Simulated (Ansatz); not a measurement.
A series in temperature on Au

Harmonic vibrational free energy, entropy and heat capacity at constant volume, per atom, from the force constants of a q mesh, imaginary modes left out; plane waves with PAW datasets, Gamma-centred k mesh. The results are calculated, by Ansatz 0.2.0.

Structure of every row (space group Im-3m, No. 229):
```
cell vectors (Å)
  -1.6109     1.6109     1.6109
   1.6109    -1.6109     1.6109
   1.6109     1.6109    -1.6109
atoms (fractions of the cell vectors)
Au  0.00000  0.00000  0.00000
```

Settings of every row: functional PBEsol; dispersion none; spin none; wave cutoff 420 eV; k mesh 20x20x20; occupations fermi dirac; smearing width 0.15 eV; volume over rest 0.98; phonon method linear response; q mesh 2x2x2.

Limits: coarse q mesh; metal sensitive to the k mesh; no spin-orbit coupling, which can matter with elements this heavy; the cell comes from a prototype or a list of computed structures and needn't be the stable phase.

| row | temperature (K) | phonon heat capacity (kB/atom) | phonon entropy (kB/atom) | phonon free energy (meV/atom) |
| --- | --- | --- | --- | --- |
| 1 | 200 | 2.855 | 4.379 | -21.2 |
| 2 | 300 | 2.934 | 5.555 | -64.3 |
| 3 | 400 | 2.962 | 6.403 | -116 |
| 4 | 500 | ? | ? | ? |
| 5 | 600 | 2.983 | 7.609 | -237.5 |
| 6 | 700 | 2.988 | 8.069 | -305.1 |
| 7 | 800 | 2.99 | 8.469 | -376.3 |
| 8 | 900 | 2.992 | 8.821 | -450.9 |
| 9 | 1000 | 2.994 | 9.136 | -528.3 |

Question: what phonon heat capacity and phonon entropy should row 4 give?

Worked fit of phonon heat capacity. At high temperature a harmonic heat capacity falls short of its limit by a term in 1/T², so take t = (100 K / T)². The shown rows have t = 0.25, 0.11111, 0.0625, 0.02778, 0.02041, 0.01562, 0.01235, 0.01. Their means are 0.063721 and 2.9622 kB/atom; the sums about the means are S_tt = 0.04795 and S_ty = -0.02775, whose ratio is the slope. Least squares give phonon heat capacity = 2.9991 − 0.5786 × t kB/atom. The rows lie off it by 0.001, -0.001, -0.001, 0.000, 0.001, 0.000, 0.000, 0.001. The constant, 2.9991 kB/atom, is to be held against the harmonic limit of 3 k_B an atom. The withheld row has t = 0.04, so the fit gives 2.9991 − 0.5786 × (0.04) = 2.976 kB/atom.

The calculation gave 2.976 kB/atom. The fit meets it to the printed digit.

Worked fit of phonon entropy. Entropy rises as the heat capacity times the change of ln T, so take t = ln(T / 300 K). The shown rows have t = -0.4055, 0, 0.2877, 0.6931, 0.8473, 0.9808, 1.0986, 1.204. Least squares give phonon entropy = 5.5586 + 2.92934 × t + 0.03681 × t² kB/atom; a straight line predicts inner rows, each left out in turn, worse (root mean square 0.009 against 0.003 kB/atom). The rows lie off it by 0.002, -0.004, -0.001, 0.002, 0.002, 0.002, 0.000, -0.003, a smooth pattern that one more power would take up: the form is only approximate. The slope at t = 0, 2.93 kB/atom, estimates the heat capacity at 300 K. The withheld row has t = 0.5108, so the fit gives 5.5586 + 2.92934 × (0.5108) + 0.03681 × (0.5108)² = 7.065 kB/atom.

The calculation gave 7.066 kB/atom. The fit lies 0.001 kB/atom (0.021 % of the column's range) below it, one unit of the last digit.

The other values of row 4: phonon free energy -174.2 meV/atom.
